## The question

A plane-wave calculation of silicon carbide does not treat every electron. The inner shells of silicon and carbon are frozen into a potential, and only four valence electrons per atom remain. Several published sets of such potentials exist, all made for the same density functional, and ideally all would give the same crystal. How far apart do their volumes and stiffnesses lie, and can the result of an unseen set be forecast from the others?

ABINIT calculations of zinc-blende SiC (two-atom cell) with the PBE functional, without spin polarisation, on a 10×10×10 k mesh with Fermi-Dirac smearing of 0.05 eV. The basis column gives the plane-wave cutoff; the volume, the bulk modulus and its slope with pressure come from an equation-of-state fit to energies at seven volumes.

```
                         potentials    basis  equilibrium volume (Å³/atom)  bulk modulus (GPa)  bulk modulus slope
                   JTH PAW PBE v2.0   707 eV                        10.478              213.00               3.920
                   JTH PAW PBE v2.0   408 eV                        10.482              212.80               3.800
                   JTH PAW PBE v2.0   544 eV                        10.484              212.90               3.770
PseudoDojo NC SR PBE v0.4 stringent  1116 eV                        10.504              211.60               3.890
                   SPMS NC PBE v1.0   898 eV                        10.507              212.00               3.880
                      Ansatz NC PBE  1116 eV                             ?                   ?                   ?
                   SG15 NC PBE v1.2  1116 eV                             ?                   ?                   ?
```

The first three rows use one set of PAW potentials at three plane-wave cutoffs. The other rows use norm-conserving potentials, each at a single cutoff. Two of these are to be forecast.

## Two kinds of difference

The PAW rows show what the cutoff alone does. Their volumes lie within 0.006 Å³/atom of one another and do not follow the order of the cutoffs. This spread is residual basis error, a matter of settings.

The step from PAW to the two known norm-conserving sets is larger. On average the volume rises by 0.024 Å³/atom, or 0.23% of the PAW value. The lattice constant changes by a third of that percentage, about 0.08%. The modulus falls by about 1 GPa, so the crystal that comes out larger is also slightly softer.

## Only an error that changes with volume counts

Total energies from different potentials differ enormously: PAW and PseudoDojo are about 7 eV per atom apart. Nearly all of this belongs to the atoms themselves and stays the same when the crystal is squeezed. A constant has no slope, so it leaves the energy minimum where it was. What moves the minimum is the small part of the difference that depends on how closely the atoms are packed.

A weight on a spring behaves in the same way. Counting its height from another floor changes the energy but not the rest position, whereas a constant extra force shifts that position by the force divided by the stiffness. In the crystal, volume replaces length and pressure replaces force. The analogy holds as long as the energy difference is close to a straight line in volume.

Let $\delta E$ be the energy difference per atom between two calculations, $V$ the equilibrium volume per atom and $B$ the bulk modulus. Then

$$\delta p=-\frac{d(\delta E)}{dV},\qquad \Delta V\approx V\,\frac{\delta p}{B}.$$

A positive $\delta p$ pushes outwards and enlarges the crystal. The same extra pressure would move a solid of half the stiffness by twice the percentage.

## One estimate in full

Take PseudoDojo against PAW at 707 eV. Between the smallest and the largest volume of the scan, 9.725 and 10.967 Å³/atom, their energy difference changes by −4.107 meV/atom. With 1 eV/Å³ equal to 160.2 GPa,

$$\delta p\approx\frac{0.004107}{10.967-9.725}\times160.2\approx0.53\ \text{GPa},$$

$$\Delta V\approx10.48\times\frac{0.53}{213}\approx0.026\ \text{Å}^3/\text{atom}.$$

The tabulated volumes differ by the same 0.026 Å³/atom. They come from the same energies, so the agreement confirms the straight-line approximation and is no independent test of the potentials. It does show the scale of the problem: a drift of 4 meV matters, and an offset of 7 eV does not.

The PAW cutoffs teach the same lesson. At 408 eV the energy lies 8 meV/atom above that at 544 eV, but by nearly the same amount at every volume, and the minimum moves by only 0.002 Å³/atom, hardly more than the scatter of the energies around the fitted curve can cause. Going from 544 to 707 eV lowers the energy by less than 2 meV/atom, yet the gain is uneven and the minimum moves by 0.006. For an equilibrium volume, a useful cutoff test therefore compares energies at several volumes.

## Why the modulus follows, but only in part

A stretched crystal is softer. The bulk modulus slope $B'$ in the table measures this: it is the rise of $B$ per unit of pressure, about 3.9 for the known norm-conserving rows. If potentials differed by an extra pressure alone, the modulus would change by the factor $(V/V_0)^{-B'}$, where $V_0$ is the volume of the calculation used as reference.

Starting from PAW at 707 eV, this rule gives 210.9 GPa for PseudoDojo, while the calculation gives 211.6. For SPMS the rule falls short by more, with 210.7 against 212.0 GPa. The sign is right and the drop is too large. The missing stiffness comes from the shape of the energy difference. Plotted against volume it is not quite straight but bends slightly upwards, and the modulus measures just this kind of bend in the energy. The exact size of the effect is uncertain, since between the PAW rows at 707 and 544 eV, where only the cutoff differs, the same rule already misses by 0.4 GPa.

## The forecast

The model fits one mean value to the PAW rows and another to the two known norm-conserving rows. Both hidden sets are norm-conserving, so each receives the second mean:

- equilibrium volume 10.505 ± 0.029 Å³/atom
- bulk modulus 211.8 ± 2.3 GPa

The volume range is the full spread of the known rows, and the modulus range follows from it through $B'$. With only three sets to learn from, these ranges are a judgement, meant as roughly two chances in three, and not a computed probability.

The two hidden sets are not ranked against each other. If a volume misses by more than 0.01 Å³/atom, its modulus should miss in the opposite direction. The choice of centre assumes that the type of potential matters. If only the individual set mattered, the three known sets would count equally and the centre would be about 10.50 Å³/atom.

## The computed values

The withheld rows as computed:

```
      potentials    basis  equilibrium volume (Å³/atom)  bulk modulus (GPa)  bulk modulus slope
   Ansatz NC PBE  1116 eV                        10.510              211.60               3.900
SG15 NC PBE v1.2  1116 eV                        10.514              210.90               3.880
```

All four values fall inside their ranges. The volume of the Ansatz set lies 0.005 Å³/atom above the forecast and that of SG15 0.009 above. Neither reaches the 0.01 at which the statement about opposite misses would apply, so that statement remains untested.

The side on which the volumes fall earns no credit. The median of all seven volumes was known when the forecast was made, and it already showed that neither hidden volume lay below about 10.504 Å³/atom. The range was left two-sided, but only its upper half was truly at risk.

## What the hits and misses mean

The ranges were generous. To each side they reached further than the whole step from PAW to norm-conserving potentials, whereas the four norm-conserving sets turn out to lie within 0.010 Å³/atom of one another. The alternative centre near 10.50 would also have covered both results. The success therefore supports the size of the differences more than the assumption about types.

The largest miss in stiffness is that of SG15, whose modulus is 0.9 GPa below the forecast. Its volume is also the largest in the table, and the softening that goes with the extra volume is

$$\Delta B\approx-212\times3.9\times\frac{0.009}{10.5}\approx-0.7\ \text{GPa}.$$

The larger volume alone would thus account for most of the miss. The link does not hold at the finest scale, since SPMS has both a larger volume and a larger modulus than PseudoDojo. The cutoff is an unlikely reason for the large SG15 volume. The run also gives the pressure directly, for a fixed set of plane waves, and this nearly equals the slope of the energies. A higher cutoff would therefore hardly lower the energy, which leaves the potential itself as the likely source. In the SPMS run the direct pressure lies clearly below that slope, so its small departure from PseudoDojo may be partly an effect of the cutoff.

With all rows known, every norm-conserving volume lies above every PAW volume. This is a clear difference between these sets, but it rests on a single PAW set and is no verdict on PAW as a method. All five sets freeze the same inner shells, so the number of valence electrons does not cause the step from PAW to the others. The core radii and the way the valence electrons are described close to the nucleus are plausible sources, which these calculations do not separate.

For practical work, the choice among these potentials changes the volume of silicon carbide by a few tenths of a percent and the modulus by about one percent. Volumes that are to be compared at a finer level should come from the same potentials and the same cutoff. Agreement between sets shows that a result is reproducible; which set is closest to the exact PBE answer would take an all-electron calculation to decide. The printed output below gives the fits, the estimated shifts and the misses row by row.

Numerical output:

```
fit of result_equilibrium_volume on 5 rows: constant 10.51 +/- 0.002, coefficient of paw -0.02417 +/- 0.0025; rms 0.00215, worst JTH PAW PBE v2.0 0.00333, leave-one-out rms 0.00346
  rows outside the fit (model, value, miss): Ansatz NC PBE 10.51, 10.51, -0.0045; SG15 NC PBE v1.2 10.51, 10.51, -0.0085
fit of result_bulk_modulus on 5 rows: constant 211.8 +/- 0.13, coefficient of paw 1.1 +/- 0.17; rms 0.141, worst SPMS NC PBE v1.0 -0.2, leave-one-out rms 0.27
  rows outside the fit (model, value, miss): Ansatz NC PBE 211.8, 211.6, 0.2; SG15 NC PBE v1.2 211.8, 210.9, 0.9
error bar of the volume forecast, plus or minus (A^3/atom): 0.029
error bar of the modulus forecast, plus or minus (GPa): 2.271
rival volume forecast, equal weight for three sets (A^3/atom): 10.5
norm-conserving mean volume above PAW mean (percent): 0.23
PAW energy at 707 less 544 eV, smallest volume (meV/atom): -1.785
change of that difference up to the largest volume (meV/atom): 0.8
volume shift estimated from it (A^3/atom): -0.005084
volume shift computed, 707 less 544 eV (A^3/atom): -0.006
PAW energy at 408 less 544 eV, smallest volume (meV/atom): 7.999
volume shift estimated from its change with volume (A^3/atom): -0.001239
volume shift computed, 408 less 544 eV (A^3/atom): -0.002
PseudoDojo less PAW 707 eV, change of energy difference over the scan (meV/atom): -4.107
volume shift estimated from that change (A^3/atom): 0.0261
volume shift computed, PseudoDojo less PAW 707 eV (A^3/atom): 0.026
misses and the modulus expected from volume alone:
                                  row  volume less model  in volume bars  modulus miss in bars  modulus GPa  expected from volume GPa
                     JTH PAW PBE v2.0          -0.003333         -0.1149               0.04403          213                       213
                     JTH PAW PBE v2.0          0.0006667         0.02299              -0.04403        212.8                     212.7
                     JTH PAW PBE v2.0           0.002667         0.09195             3.754e-14        212.9                     212.5
  PseudoDojo NC SR PBE v0.4 stringent            -0.0015        -0.05172              -0.08805        211.6                     210.9
                     SPMS NC PBE v1.0             0.0015         0.05172               0.08805          212                     210.7
                        Ansatz NC PBE             0.0045          0.1552              -0.08805        211.6                     210.5
                     SG15 NC PBE v1.2             0.0085          0.2931               -0.3962        210.9                     210.2
```
